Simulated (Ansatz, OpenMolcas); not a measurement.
# A ladder of methods for CH3AlO (SMILES [CH3][Al]=[O])

CH3AlO: 6 atoms, total charge 0, spin state singlet. As SMILES, `[CH3][Al]=[O]`. Geometry: relaxed at PBE0-D4/def2-TZVP.

```xyz
6

C    -0.4125    0.4982   -0.3154
Al    0.6967   -0.8414    0.5325
O     1.6117   -1.9463    1.2321
H     0.0652    1.4791   -0.2639
H    -1.3836    0.5609    0.1808
H    -0.5774    0.2494   -1.3661
```

Each level gives the vertical electron affinity (to the doublet anion) (eV). The values are calculated.

The electron affinity is E(neutral) − E(anion): positive where the electron is bound.

```
               level                    kind     program  value (eV)  CPU time (all runs)
   SVWN5/aug-cc-pVDZ                     LDA  OpenMolcas        0.49                 74 s
  revPBE/aug-cc-pVDZ                     GGA      Ansatz        0.32                 35 s
   M06-L/aug-cc-pVDZ                meta-GGA  OpenMolcas       -0.18              5.5 min
    TPSS/aug-cc-pVDZ                meta-GGA  OpenMolcas        0.25              3.3 min
    PBE0/aug-cc-pVDZ           global hybrid  OpenMolcas        0.31              1.8 min
 wB97M-V/aug-cc-pVDZ  range-separated hybrid      Ansatz        0.14              4.6 min
  B2PLYP/aug-cc-pVDZ           double hybrid      Ansatz        0.22                 67 s
 RPA@PBE/aug-cc-pVDZ                     RPA      Ansatz        0.47                 57 s
RPA@PBE0/aug-cc-pVDZ                     RPA      Ansatz        0.37                 76 s
    CCSD/aug-cc-pVDZ   coupled cluster or CI      Ansatz        0.15              1.8 min
```

Where it was recorded, the anion's HOMO is positive in SVWN5/aug-cc-pVDZ, revPBE/aug-cc-pVDZ, M06-L/aug-cc-pVDZ, TPSS/aug-cc-pVDZ, PBE0/aug-cc-pVDZ, B2PLYP/aug-cc-pVDZ: a fault of the level (basis or self-interaction), which says nothing on whether the real anion is bound. The values span -0.18 to 0.49 eV. The second state's dipole differs much between rows, so they may not all be the same state. The levels disagree on the sign; a negative value means an electron held by the basis alone. Times are those of the runs behind each value, whatever else they computed, on shared processors of several kinds: orders of magnitude only.

The extra electron is at most weakly held at the neutral geometry. CCSD and wB97M-V give nearly the same small positive affinity, 0.15 and 0.14 eV, but this closeness doesn't establish binding, since small changes in correlation or in the diffuse space could matter on this scale. Nor do the values fall steadily up the ladder: PBE0 almost coincides with revPBE, while both RPA values lie above CCSD.

The weak attachment is chemically reasonable. The Al–O bond is strongly polar, with its occupied valence orbitals concentrated on oxygen, so an added electron probably enters an Al-centred 3s/3p orbital with considerable diffuse character, on the positive side of the bond dipole. At the linear C–Al–O geometry, symmetry limits the s–p mixing that could stabilise this orbital. Bending at aluminium would allow more 3s character and turn the orbital into a directed lone-pair-like hybrid. The relaxed anion is therefore probably bent and more strongly bound, so a marginal vertical affinity doesn't rule out a stable anion after relaxation.
